**Problem.** The data are made for the exercise.

(a) The hyperfine centroid of hydrogen 1s lies $\Delta\nu=1.158(5)$ MHz above a reference calculation that contains all point-particle QED and recoil terms but omits the proton Darwin operator.

(b) A free proton precesses at $\nu_L=42.577(2)$ MHz in $B=1$ T.

Given $M=1836.153\,m_e$, infer the form factors, $r_E$ and the NRQED coefficients.

**Conventions.** The vertex is $F_1\gamma^\mu+iF_2\sigma^{\mu\nu}q_\nu/2M$ ($\hbar=c=1$), with $F_1(0)=1$, $F_2\equiv F_2(0)$, $\bar F_i'=M^2\,dF_i/dq^2|_0$. The Lagrangian contains $c_F e\,\boldsymbol\sigma\cdot\mathbf B/2M+c_D e\,[\nabla\cdot\mathbf E]/8M^2$, the spin-orbit term $c_S$ and the $1/M^3$ terms $c_{W1},c_{W2},c_{p'p},c_M$. One-photon matching gives

$$c_F=1+F_2,\quad c_D=1+2F_2+8\bar F_1',\quad c_S=1+2F_2,\quad c_{p'p}=F_2,$$
$$c_M=\tfrac12F_2+4\bar F_1',\quad c_{W1}=1+\tfrac12F_2+4(\bar F_1'+\bar F_2'),\quad c_{W2}=c_{W1}-1,$$

hence $c_S=2c_F-1$ and $2c_M=c_D-c_F$. For $F_2=\bar F_i'=0$ the Foldy-Wouthuysen values $c_F=c_D=c_S=c_{W1}=1$, $c_{W2}=c_{p'p}=c_M=0$ return.

**1. Darwin coefficient and radius.** In the Breit frame ($q^2=-Q^2$), with $u^\dagger u=1$, the charge matrix element is $G_E(-Q^2)/\sqrt{1+Q^2/4M^2}$, where $G_E=F_1+q^2F_2/4M^2$. NRQED gives $1-c_DQ^2/8M^2$. With $r_E^2=6G_E'(0)$, the $Q^2$ terms yield
$$c_D=1+8M^2G_E'(0)=1+\tfrac43M^2r_E^2 .$$

**2. Level shift (atomic units, $c=1/\alpha$).** The electron's field has $\nabla\cdot\mathbf E=-4\pi\delta^3(\mathbf r)$, so $H_D=\pi\alpha^2c_D\,\delta^3(\mathbf r)/2M^2$. With $|\psi_{1s}(0)|^2=\mu^3/\pi$ and $\mu=M/(1+M)=0.999456$,
$$\Delta E=c_D\,\varepsilon,\qquad \varepsilon=\frac{\alpha^2\mu^3}{2M^2}=7.884\times10^{-12}\,E_h,\qquad \varepsilon/h=51.88\ \text{kHz}.$$

**3. Inversion.** Datum (a) is $1.760\times10^{-10}\,E_h$, so $c_D=22.32(10)$. The reduced Compton wavelength of the proton is $\lambda=\alpha/M=3.974\times10^{-6}\,a_0$, and
$$r_E=\lambda\sqrt{\tfrac34(c_D-1)}=3.999\,\lambda=1.589\times10^{-5}\,a_0 .$$
Datum (b) obeys $h\nu_L=2c_F\mu_NB$ with $\mu_N/h=7.62259$ MHz/T, so $c_F=2.7928(1)$ and $F_2=1.7928(1)$. Then

- $\bar F_1'=(c_D-1-2F_2)/8=2.217(12)$,
- $c_S=4.5856(3)$, $c_{p'p}=1.7928(1)$,
- $c_M=(c_D-c_F)/2=9.76(5)$,
- $c_{W1}=1+c_M+4\bar F_2'=10.76(5)+4\bar F_2'$.

Converted: $\mathbf{r_E=0.841(2)}$ **fm**.

**4. Uniqueness.** The map $(F_2,\bar F_1')\to(\nu_L,\Delta\nu)$ is linear and triangular with nonzero diagonal, so the solution is unique, and $c_D>1$ leaves one positive root for $r_E$. Datum (a) alone fixes $r_E$ but only the combination $2F_2+8\bar F_1'$; datum (b) separates the two. Neither contains $\bar F_2'$, so $c_{W1}$ and $c_{W2}$ stay open until the slope of $G_M=F_1+F_2$ is supplied. Any other contact term missing from the reference calculation is indistinguishable from $c_D$.

**5. Error propagation.** $\delta c_D=h\,\delta\Delta\nu/\varepsilon=0.096$, and
$$\frac{\delta r_E}{r_E}=\frac{\delta c_D}{2(c_D-1)}=0.23\,\% ,$$
or $0.0019$ fm. The errors of $\bar F_1'$ and $c_M$ are $\delta c_D/8$ and $\delta c_D/2$, almost fully correlated with that of $r_E$, since datum (b) adds negligibly. A relative error of $10^{-12}$ in the Rydberg constant of the reference moves 1s by $3.3$ kHz; the 5 kHz is taken to include this.

**6. Size of other terms.** Reading all of $\Delta\nu$ as finite size, without the Darwin-Foldy 1, inflates $r_E$ by $\sqrt{c_D/(c_D-1)}-1=2.3\,\%$, ten times the data error. The proton self-energy has leading logarithm $(8\alpha/3\pi)\,\varepsilon\ln(M/\mu\alpha^2)\approx h\times5.6$ kHz, as large as the data error; it belongs in the reference, and its constant term is part of the definition of $r_E$. The neglected relativistic correction to the size term is of relative order $\alpha^2\ln(a_0/r_E)\approx6\times10^{-4}$, against a relative data error of $4.5\times10^{-3}$ on that term, so three figures of $r_E$ stand.